The eight-vertex model as two coupled Ising models, and its critical surface

1. The two models and the premises

Take a square lattice of N = Nx × Ny vertices and put an arrow on every edge. Describe the arrow by s = +1 if it points right or up and s = −1 if it points left or down. At a vertex call the four variables s_l, s_r, s_b, s_t (left, right, bottom, top edge). An arrow points into the vertex if s_l = +1, s_b = +1, s_r = −1 or s_t = −1. The eight-vertex rule allows only an even number of inward arrows. The state with all s = +1 has two inward arrows, and reversing one arrow changes both the parity of that number and the sign of the product of the s, so the rule reads

s_l s_r s_b s_t = +1. (1)

Eight of the sixteen states obey (1). In zero field a state and its complete reversal have the same Boltzmann weight, which leaves four weights:

a: all four s equal;
b: s_l = s_r = −s_b = −s_t;
c: s_l = s_t = −s_r = −s_b;
d: s_l = s_b = −s_r = −s_t (four arrows in or four out).

Z_8V is the sum over allowed arrow configurations of the product of the vertex weights.

The spin model has σ = ±1 on the faces of the same lattice. Around each vertex lie four faces, SW, SE, NW and NE, and the vertex contributes the factor

exp(K σ_SW σ_NE + L σ_NW σ_SE + M σ_SW σ_SE σ_NW σ_NE). (2)

K, L and M are real and dimensionless, each being minus an interaction energy divided by k_B T, so K > 0 favours parallel spins. Colour the faces as a chessboard. A diagonal joins faces of one colour, so for M = 0 the model consists of two independent square-lattice Ising models, each with coupling K along one axis and L along the other. M multiplies the bond variable of one colour by the crossing bond variable of the other: it couples the energy densities of the two models.

The premises are: (P1) no interaction besides (2); (P2) the thermodynamic limit; (P3) a uniqueness assumption on the transition, stated in section 4. Sections 2 and 3 are exact identities and need only P1.

2. From spins to arrows

Give each edge the product of the spins on its two sides:

s_l = σ_NW σ_SW, s_r = σ_NE σ_SE, s_b = σ_SW σ_SE, s_t = σ_NW σ_NE. (3)

In the product of the four, every spin appears twice, so (1) holds. Since σ² = 1,

s_l s_t = σ_SW σ_NE, s_l s_b = σ_NW σ_SE, s_l s_r = σ_SW σ_SE σ_NW σ_NE. (4)

The triple (s_l s_t, s_l s_b, s_l s_r) is (+,+,+) for type a, (−,−,+) for b, (+,−,−) for c and (−,+,−) for d. Inserting these in (2) gives

a = exp(K + L + M), b = exp(−K − L + M), c = exp(K − L − M), d = exp(−K + L − M). (5)

These satisfy abcd = 1, which only fixes a normalisation: multiplying all weights by A multiplies Z_8V by A^N. Any positive weights have the form A times (5), with A = (abcd)^(1/4) and

K = ¼ ln(ac/bd), L = ¼ ln(ad/bc), M = ¼ ln(ab/cd). (6)

It remains to count spin configurations per arrow configuration. Take open boundaries: the outer edges dangle and carry free arrows, and there are (Nx + 1)(Ny + 1) faces, the outer ones included. Given arrows obeying (1), choose the spin of one face and carry it to any other face along a path, multiplying by s at each edge crossed. Two paths between the same faces form a closed loop. The product of s across the loop equals the product of (1) over the enclosed vertices, because edges with both ends inside occur twice, and so it is +1. The result is path-independent, and the only freedom is the first spin. The count of binary variables agrees: Ny(Nx + 1) + Nx(Ny + 1) edges less NxNy constraints leaves (Nx + 1)(Ny + 1) − 1. The map is two-to-one and preserves weights, so

Z_Ising = 2 Z_8V (open boundaries). (7)

This correspondence was given by Kadanoff and Wegner and by Wu in 1971. Reversing all spins leaves the arrows alone; reversing the spins of one colour reverses every arrow.

On a torus (Nx, Ny even) the two loops that wind around it enclose nothing, and the product of s across each may be p, q = ±1. A value −1 means that the spin changes sign after one circuit. Therefore

Z_8V = ½ (Z_++ + Z_+− + Z_−+ + Z_−−) (torus), (8)

where Z_pq is the spin sum with periodic (+) or antiperiodic (−) conditions. The 2 × 2 torus shows the difference: Z_++ = 4(a⁴ + b⁴ + 2c²d²), whereas Z_8V = 2(a⁴ + b⁴ + c⁴ + d⁴ + 6a²b² + 6c²d²). An antiperiodic seam reverses the signs of K and L, and keeps M, at the vertices along it, so each such weight changes by a factor between exp(−2|K| − 2|L|) and its inverse, and |ln Z_pq − ln Z_++| ≤ 2(|K| + |L|)(Nx + Ny). This is negligible against N. The same kind of bound relates open and periodic boundaries, so the reduced free energy per site, f = −lim (ln Z)/N, is common to both models.

3. The weak-graph transformation

Arrange the weights as a matrix with row index (s_l, s_b) and column index (s_r, s_t), each in the order ++, +−, −+, −−:

R = [[a, 0, 0, d], [0, b, c, 0], [0, c, b, 0], [d, 0, 0, a]].

With Pauli matrices X, Y, Z, the first factor acting on the horizontal and the second on the vertical index,

R = ½(a + b) 1⊗1 + ½(a − b) Z⊗Z + ½(c + d) X⊗X + ½(c − d) Y⊗Y. (9)

To verify (9), note that Z⊗Z = diag(1, −1, −1, 1), that X⊗X has 1 in all four antidiagonal places, and that Y⊗Y has −1 in the two corners and +1 in the two inner antidiagonal places.

On the torus Z_8V is the contraction of N copies of R, every edge index being shared by two vertices and summed. Let U = (X + Z)/√2, which is real and symmetric with U² = 1. Insert U U on every edge and give one factor to each end. The value of the contraction is unchanged, and every vertex becomes R′ = (U⊗U) R (U⊗U). Since UXU = Z, UZU = X and UYU = −Y, the terms 1⊗1 and Y⊗Y in (9) stay, while Z⊗Z and X⊗X change places. R′ is again an eight-vertex matrix, with

a′ + b′ = a + b, a′ − b′ = c + d, c′ + d′ = a − b, c′ − d′ = c − d,

that is

a′ = ½(a + b + c + d), b′ = ½(a + b − c − d), c′ = ½(a − b + c − d), d′ = ½(a − b − c + d), (10)

and

Z_8V(a, b, c, d) = Z_8V(a′, b′, c′, d′) (11)

on every finite torus. The name comes from the graphical reading: the new value −1 marks an edge as occupied by a bond, and (11) is the expansion of Z_8V in subgraphs with an even number of bonds at each vertex. Fan and Wu applied it to this model in 1970.

Define δ = a − b − c − d. Then (10) is

a′ = a − δ/2, b′ = b + δ/2, c′ = c + δ/2, d′ = d + δ/2, δ′ = −δ. (12)

In the space of w = (a, b, c, d) this is w′ = w − 2n(n·w) with the unit vector n = ½(1, −1, −1, −1) and n·w = δ/2: a reflection in the hyperplane δ = 0, each point of which is fixed.

For M = 0 the map is the Kramers–Wannier duality. Then a ± b = 2cosh(K + L), 2sinh(K + L) and c ± d = 2cosh(K − L), 2sinh(K − L), and the addition theorems give a′ = 2cosh K cosh L, b′ = 2sinh K sinh L, c′ = 2sinh K cosh L, d′ = 2cosh K sinh L. By (6), M′ = 0, exp(−2K′) = tanh L and exp(−2L′) = tanh K.

4. The critical surface

Let D be the set on which w and w′ are both positive: a, b, c, d > 0, a + b > c + d and a − b > |c − d|. D is convex, the reflection maps it onto itself, and it contains every positive point of the plane δ = 0. On D both sides of (11) are spin models with real couplings, and f(w) = f(w′).

D touches two regions whose phases are known. Near w = (1, 0, 0, 0) every vertex that is not of type a costs a small factor. A domain wall in either sublattice must break a diagonal bond at each step, at a vertex of type b, c or d, and a vertex holds only two diagonals, so the Peierls contour argument gives long-range ferromagnetic order on both sublattices. The image of this corner is (½, ½, ½, ½), which by (6) is K = L = M = 0; near it the high-temperature expansion converges and the spins are disordered. Order cannot appear without a singularity of f or of the order parameter somewhere between.

Premise P3: inside D, f is non-analytic on one surface S only, S separates the two corners, and a line parallel to n meets S at most once. The last clause is natural because a step along n raises a and lowers b, c and d, that is, it favours order.

The reflection is linear and invertible, so f is singular at w′ if it is singular at w, and S maps onto S. Suppose a point w of S had δ ≠ 0. Then w′ would be a different point of S on the same line parallel to n, against P3. Hence S lies in the plane δ = 0. A proper part of the plane cannot separate the two sides, since a path in the convex set D could pass through the gap. So S is the whole positive part of the plane:

a = b + c + d. (13)

With a − b = 2exp(M) sinh(K + L) and c + d = 2exp(−M) cosh(K − L), this is

exp(2M) sinh(K + L) = cosh(K − L), (14)

and for K = L

sinh 2K = exp(−2M). (15)

For M = 0, (14) requires K + L > 0 and sinh²(K + L) − cosh²(K − L) = 0. The left side equals ½[cosh(2K + 2L) − cosh(2K − 2L)] − 1 = sinh 2K sinh 2L − 1, which gives Onsager's condition sinh 2K sinh 2L = 1; for K = L, K = ½ ln(1 + √2) = 0.4407. By (15), positive M lowers the critical K and so extends the ordered phase.

For fixed interaction energies, lowering T moves (K, L, M) outward along a ray. Dividing (13) by a gives

1 = exp(−2K − 2L) + exp(−2L − 2M) + exp(−2K − 2M). (16)

If a is strictly the largest weight, K + L, L + M and K + M are positive, and the right side falls monotonically from 3 at infinite T to 0 at T = 0. The ray crosses the surface exactly once. The reflection does not in general map the ray onto itself, which is why the argument is made in weight space.

Three more surfaces follow by relabelling spins. Label the faces (i, j). Reversing σ on rows with odd j reverses one end of every diagonal and two spins of every plaquette: (K, L, M) → (−K, −L, M), so a ↔ b and c ↔ d. This gives b = a + c + d, or

exp(2M) sinh(−K − L) = cosh(K − L). (17)

Multiplying σ by the pattern + + − − in the index i − j leaves K, whose bond joins equal i − j, and reverses L, whose bond joins values two apart, and with it M: a ↔ c, b ↔ d. This gives c = a + b + d and, combined with the first relabelling, d = a + b + c. None of these three surfaces enters D, where a > b and a + b > c + d.

Premise P3 is not proved by symmetry. It is borne out by Baxter's exact solution of 1971, from which one result is quoted without derivation: across (13) or (17) the singular part of f varies as |T − Tc|^(π/μ), with cos μ = −tanh 2M at the critical point and 0 < μ < π, times a logarithm when π/μ is an even integer. The specific-heat exponent is α = 2 − π/μ. M = 0 gives μ = π/2 and the Ising logarithm; otherwise the exponent varies continuously along the surface.

5. The p(2×1) oxygen layer on W(110)

The W(110) surface net is centred rectangular. With the cubic lattice constant a_W ≈ 3.165 Å (typical value), take primitive vectors a₁ and a₂ along the two close-packed ⟨111⟩ directions, with components (a_W/2)(1, ∓√2) along [001] and [1̄10]. Their length is 2.741 Å and they enclose 109.5°. The net is a sheared square lattice whose diagonals differ: a₁ + a₂ lies along [001] and is 3.165 Å long, a₂ − a₁ lies along [1̄10] and is 4.476 Å long. A mirror exchanges a₁ and a₂ and keeps each diagonal, so K ≠ L is allowed while the two row directions stay equivalent.

Assume one oxygen site per cell, with occupation n = (1 + σ)/2; these sites are the faces of section 1. In the p(2×1) structure full and empty rows along a₁ or a₂ alternate, at coverage one half. Both diagonal neighbours of an occupied site are empty, so each colour sublattice is antiferromagnetic, K, L < 0, and every vertex is of type b. The two all-b arrow states are the two row orientations, and the factor 2 of (7) is the shift by one row, which makes four domains. Write the energy per plaquette as

J_K σ_SW σ_NE + J_L σ_NW σ_SE − J_M σ_SW σ_SE σ_NW σ_NE,

so that K = −J_K/k_BT, L = −J_L/k_BT, M = J_M/k_BT. The energy is even in σ, so zero field on σ keeps the coverage at one half at all T, and the transition is located by (17).

6. Range of validity

Equations (5) to (12) are exact, (7) for open boundaries and (8) and (11) for the torus. Equations (13) to (17) hold for positive weights in the thermodynamic limit, given P3. If two weights tie for the largest, as for K + M = 0, the right side of (16) never falls to 1 at finite T and the ray does not cross the surface.

For an adsorbed layer the restrictive premise is P1.

(i) A nearest-neighbour term −J₁σσ′ along a₁ and a₂ is, by (3), a uniform field on the arrows. It puts the matrix cosh(J₁/k_BT) + Z sinh(J₁/k_BT) on each edge, which U turns into cosh(J₁/k_BT) + X sinh(J₁/k_BT). This is outside the family, so the self-mapping is lost. The term does not split the four domains, because each site has two parallel and two antiparallel neighbours, and it drops out of the linearised mean-field condition for the same reason. It does change the antiphase walls. Along a wall parallel to the rows two equal rows meet: each plaquette on it has both diagonals frustrated and one extra parallel neighbour pair, and costs 2(J_K + J_L) − 2J₁. A wall across the rows costs 2(J_K + J_L) + 2J₁. The four-spin term is unchanged in both. The relative size of the neglected term is |J₁|/(J_K + J_L), and the striped state loses its stability when this reaches 1.

(ii) Three-body terms, or a coverage away from one half, add terms odd in σ. The weights then depend on more than the arrows and the map of section 2 fails.

(iii) Oxygen on this surface typically sits in threefold hollows, of which each cell has two. That extra binary variable is absent here, as are longer-range pair terms.

What survives (i) and (ii) is the symmetry. Translations reverse the amplitudes of the two row patterns independently, and the mirror exchanges them, just as in model (2). Where the transition stays continuous one expects the same line of critical behaviour with an effective M, but its position is no longer given by (17).

7. Numerical illustration

Take J_K = 35 meV ([001] diagonal), J_L = 25 meV ([1̄10] diagonal) and J_M = −5 meV. These are illustrative inputs. Their scale was chosen so that the transition falls near the approximately 700 K typical of the half-monolayer p(2×1) phase, so the result below is no test of the model. Since σσ′ = 4nn′ − 2n − 2n′ + 1, the two pair terms taken alone correspond to oxygen–oxygen repulsions of 140 and 100 meV.

With β = 1/k_BT in meV⁻¹, (5) gives a = exp(−65β), b = exp(55β), c = exp(−5β), d = exp(15β). Dividing b = a + c + d by b and setting y = exp(−20β),

y⁶ + y³ + y² = 1.

The root is y = 0.71245, with terms 0.1308, 0.3616 and 0.5076. Then k_BTc = −20 meV/ln y = 58.99 meV, and the model's transition temperature is Tc = 685 K. There K = −0.5933, L = −0.4238, M = −0.0848, and the weights are a = 0.332, b = 2.541, c = 0.919, d = 1.290.

With J_M = 0 the condition sinh 2K sinh 2L = 1 gives k_BTc = 67.48 meV, or 783 K. The small four-spin term lowers Tc by 13 per cent. Linearised mean-field theory, with two K and two L neighbours per site, puts the instability at 2(J_K + J_L) = 120 meV, or 1393 K, whatever J_M is, since that term is quartic in the order parameters.

The reflection can be followed off the surface. At k_BT = 50 meV (580 K), after reversing alternate rows, K = 0.7, L = 0.5, M = −0.1, so a = 3.004, b = 0.273, c = 1.350, d = 0.905 and δ = 0.477 > 0: the ordered side. Equation (12) gives a′ = 2.766, b′ = 0.511, c′ = 1.588, d′ = 1.143, and (6) gives K′ = 0.504, L′ = 0.340, M′ = −0.063. This disordered system has the same partition function up to the normalisation A^N. Its ratio K′/L′ = 1.48 differs from 1.4, so it has other interaction energies and not merely another temperature.

The quoted exponent formula gives cos μ = 0.1679, μ = 1.402, π/μ = 2.24 and α = −0.24: the model's specific heat has a finite cusp at Tc. This value follows from the assumed J_M and belongs to the model, not to the oxygen layer.

The neglected nearest-neighbour term is not small. An illustrative |J₁| = 20 meV, a pair energy of magnitude 80 meV and so of the same order as the diagonal ones, turns the wall energy of 120 meV per site into 80 and 160 meV for the two wall directions, a change of one third. J_K, J_L and J_M must therefore be read as effective couplings, and 685 K as the critical temperature of the eight-vertex model with these inputs.